Choosing a k-point mesh for CdTe means deciding how much error in energy, pressure and gap is tolerable before the mesh is made finer. Here a spacing of 0.4032 1/Å keeps all three close to the finest mesh: within 10 meV/atom, 0.1 GPa and 10 meV. An energy good to 1 meV/atom needs 0.2273. Coarser meshes fail in a regular way, with the energy too high, the pressure too high and the gap too small, and a likely common cause of these three errors is bonding that a coarse mesh undercounts.

CdTe (F-43m, fixed 2-atom cell) in GPAW 26.7.0 with PBE, PAW data sets (gpaw-data 1.2.1), a 600 eV plane-wave cutoff and Fermi-Dirac smearing of 0.05 eV, without spin polarisation or spin-orbit coupling. The sweep value is the k-point spacing in 1/Å. Energies are extrapolated to zero smearing and counted from the finest mesh; gaps are those on each mesh.

| sweep value | energy less tightest (meV/atom) | pressure (GPa) | gap (eV) | largest force (eV/Å) |
| --- | --- | --- | --- | --- |
| 1.25 | 660.3 | 7.761 | 0.758 | 0.000 |
| 0.8333 | 130.9 | 4.739 | 0.838 | 0.000 |
| 0.5 | 33.0 | 4.064 | 0.860 | 0.000 |
| 0.4032 | 9.7 | 3.881 | 0.868 | 0.000 |
| 0.3333 | 3.2 | 3.830 | 0.870 | 0.000 |
| 0.2778 | 1.1 | 3.814 | 0.871 | 0.000 |
| 0.2273 | 0.4 | 3.809 | 0.872 | 0.000 |
| 0.1852 | 0.0 | 3.808 | 0.872 | 0.000 |

The spacings in the table are upper bounds, because a mesh can only have a whole number of points, N, along each axis. The first row has N = 2 and the second N = 3, so the energy drop of 529 meV/atom between them comes from one added point per axis. A 2×2×2 mesh has a real spacing of 0.849 1/Å, just too wide for the label 0.8333. Had the limit been set at 0.85, the second row would have repeated the first. From there N rises by one per row up to 8, and the last row jumps to 10.

A k-point fixes how the phase of an orbital changes from one cell to the next. At the centre of the zone, called Γ, it doesn't change at all, and each Te atom sees its four Cd neighbours with their s orbitals in equal phase. A Te p orbital has two lobes of opposite sign, so its overlaps with these s orbitals cancel. Away from Γ the cancellation is incomplete: one combination of the three filled Te p orbitals mixes with the largely empty Cd s orbital and is lowered. This mixing is a main part of the covalent bond in CdTe, and Γ is where it is absent.

A coarse mesh that contains Γ therefore gives too much weight to the place where this bonding vanishes. In the 2×2×2 mesh Γ carries 12.5 % of the weight, in the 10×10×10 mesh only 0.1 %. Points where the mixing is strong get too much weight as well, and for coupling between nearest neighbours even the 2×2×2 mesh gets the average of the squared coupling right. But the lowering of a level grows more slowly than this square, so the strong points can't make up for the loss at Γ. The energy should therefore come out too high, and it does: by 660 meV/atom on the coarsest mesh, relative to the finest. How much of this comes from the mixing of Te p with Cd s, and how much from other parts of the bond, was not separated.

The same loss would also raise the pressure. The mixing grows as Cd and Te approach each other, so the bond pulls the crystal inwards, and undercounting it leaves too much outward push. The coarsest mesh gives 7.76 GPa against 3.81 GPa on the finest, and a cell relaxed on it would expand too far. The 3.81 GPa that remain are no mesh error: at this level of theory the chosen cell is compressed and would still expand.

The gap needs one more step. CdTe has its direct gap at Γ, and the small gap on the coarsest mesh indicates that Γ is included there; a mesh that avoided it would give a gap that is too wide. In a fixed potential, going from one mesh that contains Γ to a finer one that also contains it would leave the gap unchanged. The rise from 0.758 to 0.872 eV must then come through the electron density, which is recalculated on each mesh and changes the potential. A likely route, not tested here, is that weaker mixing leaves more charge on Te and less on Cd, which raises the filled Te p levels and lowers the empty Cd s level.

How quickly the errors die can be seen in a simpler system: a ring of N cells, each with one Cd s orbital and one Te p orbital pointing along the ring. Its allowed waves are exactly the N k-points of a one-dimensional mesh that includes Γ. The ring differs from an endless chain only through electrons that travel all the way round it. Each hop from a filled Te level to an empty Cd level costs energy, so every added cell weakens this contribution by a roughly constant factor. In the ring, as in the table, the energy approaches its limit from above; but the ring has a fixed potential and one filled level per cell, so it explains the form of the decay and not its size.

The same reasoning holds in three dimensions, where an N×N×N mesh describes a crystal whose orbitals repeat after N cells. In an insulator the link between distant parts of the electron cloud fades roughly exponentially, and the mesh error fades with it. Mere dilution of Γ would be far too slow. Between N = 2 and N = 8 its weight falls 64-fold, while the energy error relative to the finest mesh falls about 1700-fold. The other points do more than outnumber Γ: together they sample the bonding so evenly that their errors nearly cancel.

If the decay is geometric, the last energy step can be worked out from the two before it. Going from N = 6 to 7 lowers the energy by 2.067 meV/atom, and going from 7 to 8 by 0.726 meV/atom. The second of these steps is smaller than the first by a factor of 2.067/0.726 = 2.85, and a geometric decay would keep this factor. The last row adds two points per axis at once, so its drop should be the sum of two further steps.

These are 0.726/2.85 = 0.255 and 0.255/2.85 = 0.089, together 0.344 meV/atom. The calculation gives 0.394, a value that was not used in the estimate, which is therefore about 13 % too low. The reason can be read from the earlier steps, whose ratio starts at 5.4 and is still falling at 2.85. A purely geometric law is only the limit for large N; at shorter range the decay is steeper, and the estimate carries the last ratio on as if it had already settled. The printed output lists the steps and their ratios.

The irregular last row is thus an ordinary continuation of the series, seen in a double step. It is also the reference for all the errors quoted here, so its own small error is hidden in them. So is any error from the plane-wave cutoff, which was held at a usual working value and not tested. The spacing of 0.4032 meets the bound of 10 meV/atom only narrowly, at 9.7, and one more point per axis brings the error down to 3.2. The forces are no guide to this choice, since symmetry makes them zero on every mesh.

A metal would behave differently. Its bands are cut off at the Fermi level, and each new mesh places its points differently around that edge, so the energy usually converges more slowly and often unevenly. In CdTe the filled bands are separated from the empty ones, and one added point per axis brings a dependable gain. No mesh, however, will bring the gap up to the measured one, because PBE itself makes it too small, and spin-orbit coupling, left out here, would narrow it further.

Printed output of the fit:

```
Real meshes and errors against the finest mesh:
     row  points per axis  real spacing (1/A)  repeat length (A)  energy drop from row before (meV/atom)  pressure excess (GPa)  gap shortfall (meV)
    1.25                2              0.8488              9.066                                     n/a                  3.953                113.9
  0.8333                3              0.5659               13.6                                   529.4                 0.9312                33.65
     0.5                4              0.4244              18.13                                    97.9                 0.2557                11.78
  0.4032                5              0.3395              22.67                                   23.32                0.07349                 4.44
  0.3333                6              0.2829               27.2                                   6.525                0.02172                 1.77
  0.2778                7              0.2425              31.73                                   2.067                0.00622                 0.72
  0.2273                8              0.2122              36.26                                  0.7258                0.00155                 0.29
  0.1852               10              0.1698              45.33                                  0.3943                      0                    0
Energy drop of the row before divided by that of this row (last row is a double step):
     row  ratio
     0.5  5.407
  0.4032  4.198
  0.3333  3.574
  0.2778  3.156
  0.2273  2.848
  0.1852  1.841
Energy drop from 8 to 10 points expected from the last ratio (meV/atom): 0.3443
Energy drop from 8 to 10 points computed (meV/atom): 0.3943
Weight of Gamma in the coarsest mesh (percent): 12.5
Weight of Gamma in the finest mesh (percent): 0.1
Factor by which the weight of Gamma falls from 2 to 8 points per axis: 64
Factor by which the energy error falls from 2 to 8 points per axis: 1675
Factor by which the energy error falls from 2 to 5 points per axis: 67.99
Factor by which the pressure error falls from 2 to 5 points per axis: 53.79
Factor by which the gap error falls from 2 to 5 points per axis: 25.65
Pressure excess of the coarsest mesh (percent of the finest value): 103.8
Cubic lattice constant of the given cell (A): 6.411
```
